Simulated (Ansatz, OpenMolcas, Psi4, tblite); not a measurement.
**Errors in the dipole moment**

6 molecules holding an element from Na to Cl; the dipole moment in D, computed less measured. Shapes, held fixed at every level: PBE0-D4/def2-TZVP. No vibrational averaging. Dipoles are compared by magnitude; molecules under 1 D, whose direction can flip, are left out. Programs: Ansatz 0.2.0, OpenMolcas 26.06, Psi4 1.11, tblite 0.8.0. A level may come from different programs for different species; with the same settings they agree closely. Measured values: NIST CCCBDB.

Levels: A = GFN1-xTB; B = PBE-D4/def2-TZVPP; C = r2SCAN-D4/def2-TZVPP; D = B3LYP/6-31G* (Cartesian functions); E = B3LYP-D4/def2-TZVPP.

| molecule | measured | A | B | C | D | E |
| --- | --- | --- | --- | --- | --- | --- |
| HBS (hydrogen boron sulfide) | 1.30 | +0.13 | -0.10 | +0.08 | +0.24 | +0.07 |
| CH2Cl2 (dichloromethane) | 1.60 | +0.27 | -0.04 | +0.06 | +0.21 | +0.03 |
| CH2ClF (chlorofluoromethane) | 1.82 | +0.34 | -0.14 | -0.05 | +0.03 | -0.04 |
| SO2F2 (SMILES O=S(=O)(F)F) | 1.12 | +0.18 | -0.01 | +0.02 | +0.06 | +0.01 |
| CH4S (methanethiol) | 1.52 | -0.09 | +0.01 | +0.08 | +0.21 | 0.00 |
| C2H6S (SMILES CSC) | 1.50 | -0.15 | +0.01 | +0.10 | +0.20 | +0.02 |

(1) Which level does best on this set, which worst, and which err to one side?

Results:

(1) 
```json
{"level": "GFN1-xTB", "kind": "semi-empirical", "mean error": "+0.113", "mean absolute error": "0.193", "worst case": "CH2ClF"}
{"level": "PBE-D4/def2-TZVPP", "kind": "GGA", "mean error": "-0.045", "mean absolute error": "0.052", "worst case": "CH2ClF"}
{"level": "r2SCAN-D4/def2-TZVPP", "kind": "meta-GGA", "mean error": "+0.048", "mean absolute error": "0.065", "worst case": "C2H6S"}
{"level": "B3LYP/6-31G* (Cartesian functions)", "kind": "global hybrid", "mean error": "+0.158", "mean absolute error": "0.158", "worst case": "HBS"}
{"level": "B3LYP-D4/def2-TZVPP", "kind": "global hybrid", "mean error": "+0.015", "mean absolute error": "0.028", "worst case": "HBS"}
```

On this set B3LYP-D4/def2-TZVPP has the smallest mean absolute error and GFN1-xTB the largest. Without CH2ClF the largest would be that of B3LYP/6-31G* (Cartesian functions). GFN1-xTB is too high in 4 of 6; PBE-D4/def2-TZVPP is too low in 4 of 6; r2SCAN-D4/def2-TZVPP is too high in 5 of 6; B3LYP/6-31G* (Cartesian functions) is too high in 6 of 6; B3LYP-D4/def2-TZVPP is too high in 4 of 6. The smallest two are near a tie. The largest two are near a tie. The set is small.

The clearest effect is that of the basis set. Going from 6-31G* to def2-TZVPP with B3LYP lowers the dipole in every molecule and brings the mean error from +0.158 to +0.015 D. The dispersion term plays no part, since at a fixed geometry D4 adds energy but leaves the density unchanged. A dipole weights the outer valence density, where a double-zeta set with a single polarization shell has little freedom to balance lone pairs against polar bonds. The shift is smallest in the two fluorine-containing molecules, so the smaller basis does not impose a uniform offset that could be subtracted.

GFN1-xTB fails differently: its dipoles are too small in methanethiol and dimethyl sulfide but too large in the other four, probably because its minimal valence basis and global parameters do not balance charge transfer against lone-pair polarization equally well in all bonding situations. Its modest mean error therefore owes much to cancellation. Good dipoles alone do not establish that higher multipoles or polarizabilities are equally accurate.
